# Ideal mixtures: Dalton's law, the entropy of mixing and the work of unmixing

Forming gas is hydrogen diluted in nitrogen, and I will use the 5 per cent mixture as my example. Per cent means mole per cent throughout. From one partition function I will derive the pressure of the mixture, the chemical potentials, the changes of $G$, $S$, $H$ and $V$ on mixing, and the least work that undoes the mixing.

## Premises

1. The gas holds $N_i$ molecules of species $i$, with $N=\sum_i N_i$ and mole fractions $x_i=N_i/N$, in a volume $V$ at temperature $T$; $\beta=1/kT$.
2. Interactions carry the gas to equilibrium but add negligibly to the energy, which is a sum of one-molecule energies, each translational plus internal. Internal levels do not depend on $V$.
3. Molecules of one species are indistinguishable. Molecules of different species are distinguishable.
4. The gas is dilute, so that every one-molecule state has a mean occupation far below one.
5. No reaction occurs, so each $N_i$ is conserved.

Work $W$ and heat $Q$ count as positive when they enter the gas. A mixing quantity $\Delta X$ is the value for the mixture at $T,P$ minus the sum for the pure gases, each at the same $T$ and the same $P$.

## The partition function

By premises 2 and 3 a state of the gas is a list of occupation numbers for each species, and the energies add. The grand partition function therefore factorises over species and over one-molecule states $r$. For one species with activity $\lambda=e^{\beta\mu}$, upper sign for bosons and lower for fermions,

$$\ln\Xi=\mp\sum_r\ln\left(1\mp\lambda e^{-\beta\epsilon_r}\right)=\lambda z(\beta)\pm\tfrac12\lambda^2z(2\beta)+\dots,\qquad z(\beta)=\sum_re^{-\beta\epsilon_r}.\tag{1}$$

Premise 4 says $\lambda e^{-\beta\epsilon_r}\ll1$, so we keep the first term. Then $\Xi=e^{\lambda z}=\sum_N\lambda^Nz^N/N!$. By definition $\Xi=\sum_N\lambda^NZ_N$, so $Z_N=z^N/N!$. Doing this for each species gives

$$Z=\prod_i\frac{z_i^{N_i}}{N_i!}.\tag{2}$$

There is one factorial per species, not one for the whole gas.

Since the energies add, $z_i$ is a translational sum times an internal sum $q_i(T)$. In a cube of side $L$ each direction has levels $h^2j^2/8m_iL^2$, $j=1,2,\dots$, spaced far more finely than $kT$, so

$$\sum_je^{-\beta h^2j^2/8m_iL^2}\to\int_0^\infty e^{-\beta h^2j^2/8m_iL^2}\,dj=\frac{L}{\Lambda_i},\qquad\Lambda_i=\frac{h}{\sqrt{2\pi m_ikT}}.$$

Three directions give $z_i=Vq_i(T)/\Lambda_i^3$, proportional to $V$.

**Question.** How large is the term you dropped in (1)?

With both terms, $N=\lambda\,\partial\ln\Xi/\partial\lambda=\lambda z\pm\lambda^2z(2\beta)$, so $PV/kT=\ln\Xi=N\mp\frac12\lambda^2z(2\beta)$. Put $\lambda\approx N/z$. Doubling $\beta$ multiplies $\Lambda^3$ by $2^{3/2}$. With $n=N/V$,

$$\frac{PV}{NkT}=1\mp\frac{n\Lambda^3}{2^{5/2}}\,\frac{q(2\beta)}{q(\beta)^2}.\tag{3}$$

The last ratio is the sum of the squared populations of the internal states, which cannot exceed one. So $n\Lambda^3/2^{5/2}$ bounds the relative correction at this order.

**Question.** The rotation of H$_2$ is far less classical than its translation. Does that spoil anything?

No. I never evaluate $q_i$. I only use that it depends on $T$ alone, and it will cancel from every mixing quantity.

## Dalton's law

The Helmholtz energy is $F=-kT\ln Z=-kT\sum_i\left[N_i\ln z_i-\ln N_i!\right]$. Only $z_i$ contains $V$, and $\partial\ln z_i/\partial V=1/V$, so

$$P=-\left(\frac{\partial F}{\partial V}\right)_{T,\{N\}}=\sum_i\frac{N_ikT}{V}=\frac{NkT}{V}.\tag{4}$$

The term $p_i=N_ikT/V$ is the pressure that species $i$ would exert alone in the same volume. The total pressure is the sum of these, which is Dalton's law, and dividing $p_i$ by $P$ gives $p_i=x_iP$. The factorials played no part here. The energy is equally simple: $U=-\partial\ln Z/\partial\beta=\sum_iN_iu_i(T)$ with $u_i=-\partial\ln z_i/\partial\beta$, independent of volume and of the other species.

## Chemical potentials

Add one molecule of species $i$ at fixed $T,V$. By (2), $Z$ is multiplied by $z_i/(N_i+1)$, so $F$ changes by $kT\ln[(N_i+1)/z_i]$. For $N_i\gg1$,

$$\mu_i=kT\ln\frac{N_i\Lambda_i^3}{Vq_i}.$$

From (4), $N_i/V=x_iP/kT$. Splitting the logarithm,

$$\mu_i=\mu_i^{0}(T,P)+kT\ln x_i,\qquad\mu_i^{0}(T,P)=kT\ln\frac{P\Lambda_i^3}{kT\,q_i}.\tag{5}$$

Setting $x_i=1$ shows that $\mu_i^0$ is the chemical potential of pure $i$ at the temperature and the total pressure of the mixture. It is not the standard potential of thermochemical tables. Per mole, that form reads $\mu_i=\mu_i^\circ(T)+RT\ln(x_iP/P^\circ)$ with $P^\circ=1$ bar.

## The mixing functions

With Stirling's approximation $\ln N_i!\approx N_i\ln N_i-N_i$, we have $F=kT\sum_iN_i\left[\ln(N_i/z_i)-1\right]=\sum_iN_i\mu_i-NkT$. Adding $PV=NkT$ gives $G=\sum_iN_i\mu_i$. The separated gases have $G=\sum_iN_i\mu_i^0$. Subtracting, with (5),

$$\Delta G=NkT\sum_ix_i\ln x_i.\tag{6}$$

At fixed composition $dG=-S\,dT+V\,dP$ for the mixture and for each pure gas, so

$$\Delta S=-\frac{\partial\Delta G}{\partial T}=-Nk\sum_ix_i\ln x_i,\qquad\Delta V=\frac{\partial\Delta G}{\partial P}=0,\qquad\Delta H=\Delta G+T\Delta S=0.\tag{7}$$

Then $\Delta U=\Delta H-P\Delta V=0$ too. Every $\ln x_i$ is negative, so $\Delta S>0$. For two species the derivative of $\Delta S/Nk$ with respect to $x_1$ is $\ln[(1-x_1)/x_1]$, which vanishes at $x_1=1/2$, where $\Delta S=Nk\ln2$ is largest.

A second route avoids Stirling's formula. Write $S=k\ln Z+U/T$. The energy is the same before and after, so $\Delta S=k\ln(Z_{\rm after}/Z_{\rm before})$. Pure gas $i$ at $T,P$ fills $V_i=N_ikT/P=x_iV$, and these volumes add to $V$, which is Amagat's law. The factorials, the $q_i$ and the $\Lambda_i$ cancel from the ratio:

$$\Delta S=k\ln\prod_i\left(\frac{V}{V_i}\right)^{N_i}=-k\sum_iN_i\ln x_i.\tag{8}$$

So the entropy of mixing is the sum of the entropies of isothermal expansion of each gas from $V_i$ to $V$.

**Question.** In the laboratory I pull a partition out of a rigid insulated vessel. I control $U$ and $V$, not $T$ and $P$.

You reach the same state. With $Q=W=0$ the energy $\sum_iN_iu_i(T)$ is conserved. It rises monotonically with $T$, so the final temperature equals the common initial one, and (4) with $V=\sum_iV_i$ returns the initial pressure.

**Question.** What if I mix the gases at constant volume, each starting and ending in $V$?

Then each $V_i=V$ in (8) and $\Delta S=0$, while the final pressure is the sum of the initial ones. This is Gibbs's theorem: the entropy of an ideal mixture is the sum of the entropies of its components, each alone in the full volume. The condition "same $P$" in (7) is essential.

## Identical gases

Let both compartments hold the same gas at the same $T,P$, with $N_1=xN$, $N_2=(1-x)N$, $z_1=xz$ and $z_2=(1-x)z$. Before, the partition fixes $N_1$ and $N_2$, and $Z=z_1^{N_1}z_2^{N_2}/N_1!N_2!$. After, there is one species in $V$, and $Z=z^N/N!$. Hence

$$\frac{Z_{\rm after}}{Z_{\rm before}}=\left[\binom{N}{N_1}x^{N_1}(1-x)^{N_2}\right]^{-1}.\tag{9}$$

The bracket is the binomial probability of finding exactly the mean number $N_1$ in the first compartment. The origin is the binomial theorem, $(z_1+z_2)^N/N!=\sum_{M}z_1^Mz_2^{N-M}/M!(N-M)!$, in which $Z_{\rm before}$ is the largest term. Insert $\ln N!=N\ln N-N+\frac12\ln2\pi N+O(1/N)$. The terms of order $N\ln N$ and $N$ cancel and leave

$$\Delta S_{\rm identical}=\tfrac12k\ln\left[2\pi Nx(1-x)\right].\tag{10}$$

This is the entropy of the number fluctuations that the partition had suppressed. It grows as $\ln N$, so per molecule it vanishes in the thermodynamic limit. In that sense $\Delta S=0$ for identical gases. Comparing (8) and (9), the distinct and identical cases differ by exactly $k\ln\binom{N}{N_1}$, the number of ways to assign two labels to $N$ molecules.

**Question.** Equation (7) contains no measure of how different the gases are. Is the jump to zero not absurd?

This is Gibbs's paradox. Equation (7) follows from premise 3, which asks only whether the two kinds of molecule occupy distinct, separately conserved sets of states. If they do, a process may in principle tell them apart, and the mixed state differs from the initial one. If they do not, putting the partition back restores the initial macrostate at no cost of order $N$. How unlike the gases are decides how hard the separating device is to build, not how much work it needs at least.

**Question.** Ordinary hydrogen is itself a mixture of ortho and para forms, about 3 to 1, which interconvert very slowly. Must you not count three species?

You may. Both forms start in the hydrogen volume $V_{\rm H}$ and end in $V$, so the expansion argument of (8) gives them $k(N_o+N_p)\ln(V/V_{\rm H})$, the same as one species. Their mutual mixing entropy is present before and after, and cancels.

## The least work of unmixing

Take the mixture at $T,P$ to the pure gases at the same $T,P$, in contact with a heat bath at $T$ and an atmosphere at $P$. Mark changes of the gas in this direction with a prime. The atmosphere does work $-P\Delta V'$ and our machine does $W$. The first law gives $Q=\Delta U'+P\Delta V'-W=\Delta H'-W$. The bath's entropy changes by $-Q/T$, and the second law demands $\Delta S'-Q/T\ge0$. Therefore $W\ge\Delta H'-T\Delta S'=\Delta G'$. Unmixing reverses mixing, so $\Delta H'=0$ and $\Delta S'=-\Delta S$:

$$W_{\min}=T\Delta S=-NkT\sum_ix_i\ln x_i.\tag{11}$$

At the bound $Q=-W_{\min}$: all the work leaves as heat to the bath.

A reversible path attains the bound. Take a cylinder of volume $2V$ with a fixed central membrane that passes only H$_2$. The mixture is on the left, vacuum on the right. Two pistons are rigidly linked. One passes only N$_2$ and starts at the left wall. The other is impermeable and starts against the right face of the fixed membrane. Slide the pair slowly to the right. Nitrogen stays in the left half. Hydrogen stays between the pistons, always in a volume $V$, and pushes on them with equal and opposite forces. Nitrogen has the same pressure on both faces of the piston it crosses. No work is done, and we end with each gas pure, in a volume $V$, at its partial pressure $p_i$. Now compress each isothermally to $P$:

$$W_i=-\int_V^{V_i}\frac{N_ikT}{V''}\,dV''=N_ikT\ln\frac{V}{V_i}=-N_ikT\ln x_i.$$

The sum is (11).

**Question.** Hot palladium passes hydrogen alone, but I know no membrane that passes only nitrogen.

One membrane is enough for two gases. Hold the retained gas at $P$, with $b$ moles of N$_2$ and $a'$ moles of H$_2$ left, so $y=a'/(a'+b)$. By (5), raising hydrogen reversibly from the mixture to the pure gas at $P$ costs $-RT\ln y$ per mole. Removing all $a$ moles costs

$$RT\int_0^a\left[\ln(a'+b)-\ln a'\right]da'=-RT\left[a\ln\frac{a}{a+b}+b\ln\frac{b}{a+b}\right],$$

which is (11) again. The cost per mole diverges as $y\to0$, but only logarithmically, so the integral is finite.

## Range of validity

I estimate the neglected terms at $T=298.15$ K and $P=1$ bar, where $RT=2.479$ kJ/mol and $n=P/kT=2.43\times10^{25}$ m$^{-3}$.

*Quantum statistics.* With masses 2.016 u and 28.014 u, $\Lambda=0.712$ Å for H$_2$ and $0.191$ Å for N$_2$. For the pure gases $n\Lambda^3=8.8\times10^{-6}$ and $1.7\times10^{-7}$. The correction in (3) is at most $1.6\times10^{-6}$.

*Interactions.* To first order in density the molar volume is $RT/P+B$ with $B=\sum_{ij}x_ix_jB_{ij}(T)$. Integrating $\partial G/\partial P=V$ adds $BP$ to the molar $G$. For two species $B-x_1B_{11}-x_2B_{22}=x_1x_2\delta$ with $\delta=2B_{12}-B_{11}-B_{22}$, so the molar mixing functions gain the excess terms

$$G^E=x_1x_2P\delta,\quad V^E=x_1x_2\delta,\quad S^E=-x_1x_2P\frac{d\delta}{dT},\quad H^E=x_1x_2P\left(\delta-T\frac{d\delta}{dT}\right).$$

Dalton's law tests a different coefficient. With molar densities $\rho_i$, $P/RT=\sum_i\rho_i+\sum_{ij}B_{ij}\rho_i\rho_j$, so $P$ exceeds the sum of the pure-gas pressures in the same volume by the fraction $2x_1x_2B_{12}P/RT$.

Take approximate typical inputs near room temperature: $B_{\rm HH}=15$, $B_{\rm NN}=-5$, $B_{\rm HN}=12$ cm$^3$/mol, so $\delta=14$ cm$^3$/mol, and $d\delta/dT=-0.1$ cm$^3$ mol$^{-1}$K$^{-1}$, good as an order of magnitude. With $x_1x_2=0.0475$ these give $V^E=0.7$ cm$^3$/mol, $G^E=0.07$ J/mol, $H^E=0.2$ J/mol, $S^E=5\times10^{-4}$ J mol$^{-1}$K$^{-1}$ and a departure from Dalton's law of $5\times10^{-5}$. For a real gas the least work is $-\Delta G$, which is the ideal $T\Delta S$ minus $G^E$.

At a cylinder pressure of 200 bar the same formula gives $G^E=13$ J/mol, but only as an order of magnitude. There $\rho\approx P/RT=8.1\times10^{-3}$ mol/cm$^3$, and with a typical third virial coefficient $C\approx1400$ cm$^6$/mol$^2$ for nitrogen the neglected term $C\rho^2=0.09$ exceeds $|B_{\rm NN}|\rho=0.04$.

*Reaction.* Premise 5 is kinetic. At room temperature and without a catalyst, H$_2$ and N$_2$ do not react on laboratory time scales. Where a surface or a discharge lets them react, or where H$_2$ dissociates, the $N_i$ change and (7) covers only the mixing step.

The results thus hold for non-reacting gases with $N_i\gg1$, $n_i\Lambda_i^3\ll1$ and all $|B_{ij}|P/RT\ll1$, well away from condensation.

## Forming gas at 5 per cent hydrogen

Take one mole at 298.15 K and 1 bar with $x_{\rm H}=0.05$, which is 0.38 per cent hydrogen by mass. The ideal mixture fills 24.79 L.

| | H$_2$ | N$_2$ |
|---|---|---|
| $x_i$, and $p_i$ in bar | 0.05 | 0.95 |
| $V_i$ in L | 1.24 | 23.55 |
| $\ln x_i$ | $-2.996$ | $-0.0513$ |
| $\mu_i-\mu_i^0$ in kJ/mol | $-7.43$ | $-0.127$ |
| $-x_i\ln x_i$ | 0.1498 | 0.0487 |

The last row sums to 0.1985. Hydrogen supplies 75 per cent of it, because it expands by a factor of 20 while nitrogen expands by 1.053. The model gives

$$\Delta S=1.65\ \text{J mol}^{-1}\text{K}^{-1},\qquad W_{\min}=-\Delta G=492\ \text{J/mol},$$

per mole of mixture. That is 9.84 kJ per mole of hydrogen for full recovery, against 7.43 kJ/mol for the first trace drawn from the fresh mixture. Since $NkT=PV$, the bound is also $0.1985\,PV$, about 20 kJ per cubic metre at 1 bar. Had both compartments held nitrogen, (10) would give $26.8\,k$ for the whole mole, against $1.2\times10^{23}\,k$ here.

These are the ideal model's numbers at the nominal composition. With the virial inputs above, $G^E$ is $1\times10^{-4}$ of $W_{\min}$ and $S^E$ is $3\times10^{-4}$ of $\Delta S$ at 1 bar, so three figures survive. At 200 bar $G^E$ is about 3 per cent of the ideal $W_{\min}$. The composition matters more: an illustrative $x_{\rm H}=0.055$ raises the sum from 0.1985 to 0.2130, by 7 per cent. And 492 J/mol is a reversible floor. Practical separators for dilute gas streams drive a finite flux with finite pressure differences and typically spend several times this work or more, so the model lies well below their consumption.